**Question: Why is it cheaper to squeeze layered carbon than to stretch it?**

I'm looking at calculations on a carbon crystal made of flat sheets. Only its length $c$, perpendicular to the sheets, is changed.

C, 8 atoms in the cell, space group Fmmm (69), conventional a = 2.446, b = 4.234, c = 6.735 Å, 8.72 Å³ an atom. Density functional response of a relaxed crystal to a strain, atoms and what the cell freedom names relaxed within the symmetry. Ansatz 0.2.0, plane-wave PAW, scalar-relativistic; functional LDA; no spin polarisation; cutoff 420 eV; k mesh 14×8×6; Gaussian smearing of 0.1 eV; strain kind clamped c. In all rows a change is 0; b change is 0; c change equals volume change; strained space group number is 69.

```
strain (%)  energy change (meV/atom)  volume change (%)
        -3                       0.6              -3.00
        -2                       0.2              -2.00
        -1                       0.0              -1.00
         1                       0.1               1.00
         2                       0.4               2.00
         3                       0.7               3.00
```

Even a 3 % change costs less than 1 meV per atom, which seems tiny for carbon. Squeezing also costs less than stretching by the same amount, although I thought that pushing sheets together should get harder and harder. And why does 1 % of compression cost nothing at all?

**Answer**

Your intuition about the sheets is right. The table hides it because the energies are counted from a cell that is slightly too long.

The small size comes first. The strong carbon–carbon bonds lie within the sheets, and the two in-plane cell lengths are held fixed. Changing $c$ therefore works almost entirely on the gaps between sheets, where the forces are weak. With a rough in-plane stiffness of 1000 GPa, a 3 % strain along a sheet would cost some 20 meV per atom, tens of times more than here.

The direction of the asymmetry comes from the starting point. The calculation also gives the stress along $c$, and in the unstrained cell it is a tension of 0.11 GPa: the crystal would shorten if it were allowed to. The stress vanishes at a strain of about −0.4 %. A compression of 1 % therefore first runs downhill and then climbs the other side of the minimum, ending almost level with the start. Its cost is about 0.01 meV per atom, which the table rounds to zero.

The resistance you expected shows up in how fast the stress changes with strain. This stiffness is about 40 GPa between −3 and −2 %, 27 GPa around the unstrained cell and only 16 GPa between +2 and +3 %. A likely cause is Pauli repulsion: it rises steeply as the electron clouds of neighbouring sheets overlap, and fades quickly as they separate. These runs show the stiffening, but they do not separate the repulsion from the attraction that holds the sheets together.

Both effects fit into one short formula. Because only $c$ changes, the work done on the crystal per atom is minus the stress times the change in volume, summed over small steps. Let $x$ be the strain in percent and $p$ the stress along $c$, positive in compression. A quadratic curve fitted to the stresses of the six strained cells gives, in GPa,

$$p(x) = -0.114 - 0.271\,x + 0.0241\,x^2 .$$

For a volume of 8.72 Å³ per atom, 1 GPa acting through 1 % of strain is worth 0.544 meV. Adding up the work from zero strain gives the energy change in meV per atom:

$$\Delta E(x) = 0.544\left(0.114\,x + \frac{0.271}{2}\,x^2 - \frac{0.0241}{3}\,x^3\right).$$

The first term is the misplaced starting point, the second an ordinary spring, and the third the stiffening under compression. At $x=+3$ they contribute 0.19, 0.66 and −0.12, which makes 0.73 meV per atom; the calculation gives 0.72. At $x=-3$ the first and third terms change sign and the sum is 0.60; the calculation gives 0.59. The stresses of these two cells were part of the fit, but their energies were not.

The formula also explains why the gap between stretching and squeezing does not keep growing. Before rounding, stretching costs more by 0.12, 0.17 and 0.13 meV per atom at 1, 2 and 3 %. The starting-point term favours squeezing in proportion to the strain, while the stiffening term favours stretching and grows as its cube. At 1 % the first acts almost alone; by 3 % the second cancels more than half of it.

Counted from the true minimum, the order reverses. The formula then gives 0.56 meV per atom for squeezing by 2.5 percentage points and 0.43 for stretching by as much. Had the starting cell been slightly too short instead, both effects would have made squeezing the dearer direction from the outset.

The unstrained cell, which was not in the fit, has the stress that the curve predicts. This matters because the strained runs warn of loosely converged stresses. Together with the match in the energies, it shows that stress and energy are consistent, not that the stiffness is that of real graphite. LDA lacks the long-range dispersion attraction between sheets, the PAW datasets used here were made for another functional, PBE, and the sheets are not stacked as in ordinary graphite. The printed analysis below gives the three contributions for every row.

For practical use, average the costs of equal squeezing and stretching if you want the stiffness: the starting-point and stiffening terms then cancel. At 1 % the unrounded energies give 27 GPa in this way, the same as the stress does; the rounded ones in the table are too coarse at so small a strain. At 3 % rounding matters much less: the table's average cost of 0.65 meV per atom also gives about 27 GPa. Don't read the difference between the two costs as a property of the material until you have checked that the starting cell is free of stress.

Numerical output:

```
fit of c_stress on 6 rows: constant -0.1138 +/- 0.0046, coefficient of strain -0.2708 +/- 0.0012, coefficient of strain**2 0.0241 +/- 0.0008; rms 0.00457, worst -2 0.00572, leave-one-out rms 0.0134
Energy from integrated stress in meV per atom:
  row  computed   linear  quadratic     cubic    total  band overlap eV
   -3    0.5925  -0.1857     0.6629     0.118   0.5952           0.2953
   -2    0.2062  -0.1238     0.2946   0.03496   0.2058           0.2597
   -1   0.01125  -0.0619    0.07366   0.00437  0.01613           0.2263
    1    0.1338   0.0619    0.07366  -0.00437   0.1312           0.1645
    2      0.38   0.1238     0.2946  -0.03496   0.3835           0.1372
    3    0.7188   0.1857     0.6629    -0.118   0.7306          0.09177
rms miss of all three parts (meV/atom): 0.005641
rms miss of the quadratic part alone (meV/atom): 0.07151
rms miss of linear and quadratic parts without the cubic (meV/atom): 0.07403
c stress of the unstrained cell predicted by the fit (GPa): -0.1138
c stress of the unstrained cell computed (GPa): -0.1134
strain at which the c stress vanishes (%): -0.4055
c length at which the c stress vanishes (angstrom): 6.708
model cost of 2.5 points of compression from the minimum (meV/atom): 0.5619
model cost of 2.5 points of stretching from the minimum (meV/atom): 0.4253
stiffness along c between -3 and -2 % (GPa): 40.19
stiffness along c between -1 and +1 % (GPa): 26.73
stiffness along c between +2 and +3 % (GPa): 15.97
stiffness along c from the energies at -1 and +1 % (GPa): 26.65
stretching less compression at 1 % computed (meV/atom): 0.1225
stretching less compression at 2 % computed (meV/atom): 0.1737
stretching less compression at 3 % computed (meV/atom): 0.1263
share of the linear part in that difference at 1 % (meV/atom): 0.1238
share of the cubic part in that difference at 1 % (meV/atom): -0.008741
share of the linear part in that difference at 3 % (meV/atom): 0.3714
share of the cubic part in that difference at 3 % (meV/atom): -0.236
rough cost of 3 % strain in the plane with a recalled modulus of 1000 GPa (meV/atom): 24.48
```
